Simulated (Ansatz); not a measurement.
# Se: energy change per atom and pressure as volume scale varies

Plane-wave DFT, scalar-relativistic PAW made under PBE with cores redone for the functional, no dispersion; the given relaxed cell is scaled uniformly, energy at zero smearing counts from the unscaled cell, pressure at the given Fermi-Dirac smearing is positive in compression. The results are calculated, by Ansatz 0.2.0.

The cell before it is scaled or strained (space group P6_3/mmc, No. 194):
```
CELL_PARAMETERS angstrom
3.77000 0.00000 0.00000
-1.88500 3.26490 0.00000
0.00000 0.00000 7.26080
ATOMIC_POSITIONS crystal
Se 0.00000 0.00000 0.00000
Se 0.00000 0.00000 0.50000
Se 0.33333 0.66667 0.25000
Se 0.66667 0.33333 0.75000
```

Settings of every row: spin polarised no; functional r2SCAN; wave cutoff 500 eV; smearing width 0.1 eV; k mesh 11x11x5.

Atom starting moment: 0 on all atoms.

Limits: the cell comes from a prototype or a list of computed structures and needn't be the stable phase.

```
row  volume scale  V (Å³/atom)  energy change per atom (meV)  pressure (GPa)
  1          0.88       19.662                         93.25           12.44
  2          0.92       20.555                         38.57            7.42
  3          0.96       21.449                             ?               ?
  4          1.04       23.236                          7.32           -2.54
  5          1.08        24.13                         27.86           -4.66
  6          1.12       25.024                         58.99           -6.35
```

Question: what energy change per atom and pressure should row 3 give?

Worked fit of energy change per atom. Take u = (V_r/V)^(2/3) − 1 with V_r = 23.236 Å³ an atom, which is twice the finite (Eulerian) strain; such expansions in the strain, on which the Birch-Murnaghan equation of state is built, carry the rest volume and the bulk modulus. The shown rows have u = 0.11778, 0.08517, 0, -0.02485, -0.04822. Least squares give energy change per atom = 7.139 − 554.546 × u + 10898.71 × u² meV; a straight line predicts inner rows, each left out in turn, worse (root mean square 31 against 0.55 meV). The rows lie off it by 0.24, -0.40, 0.18, 0.21, -0.23 (root mean square 0.26 meV). The withheld row has u = 0.0548, so the fit gives 7.139 − 554.546 × (0.0548) + 10898.71 × (0.0548)² = 9.48 meV.

The calculation gave 9.1 meV. The fit lies 0.38 meV (4.2 % of the value, 0.44 % of the column's range) above it; its largest miss of a shown row is 0.40 meV.

Worked fit of pressure. Take u = (V_r/V)^(2/3) − 1 with V_r = 23.236 Å³ an atom, which is twice the finite (Eulerian) strain; such expansions in the strain, on which the Birch-Murnaghan equation of state is built, carry the rest volume and the bulk modulus. The shown rows have u = 0.11778, 0.08517, 0, -0.02485, -0.04822. Least squares give pressure = −2.558 + 92.467 × u + 294.62 × u² GPa; a straight line predicts inner rows, each left out in turn, worse (root mean square 0.84 against 0.048 GPa). The rows lie off it by 0.02, -0.03, 0.02, 0.01, -0.02. The pressure vanishes at u = 0.0256, or V = 22.37 Å³ an atom, and there the bulk modulus at fixed shape and fractions is B = −V dP/dV = (2/3)(1 + u) dP/du = 73.5 GPa. Letting shape and atoms relax would as a rule lower it, by much in layered, chain or molecular crystals. The withheld row has u = 0.0548, so the fit gives −2.558 + 92.467 × (0.0548) + 294.62 × (0.0548)² = 3.39 GPa.

The calculation gave 3.37 GPa. The fit lies 0.02 GPa (0.11 % of the column's range) above it; its largest miss of a shown row is 0.03 GPa.
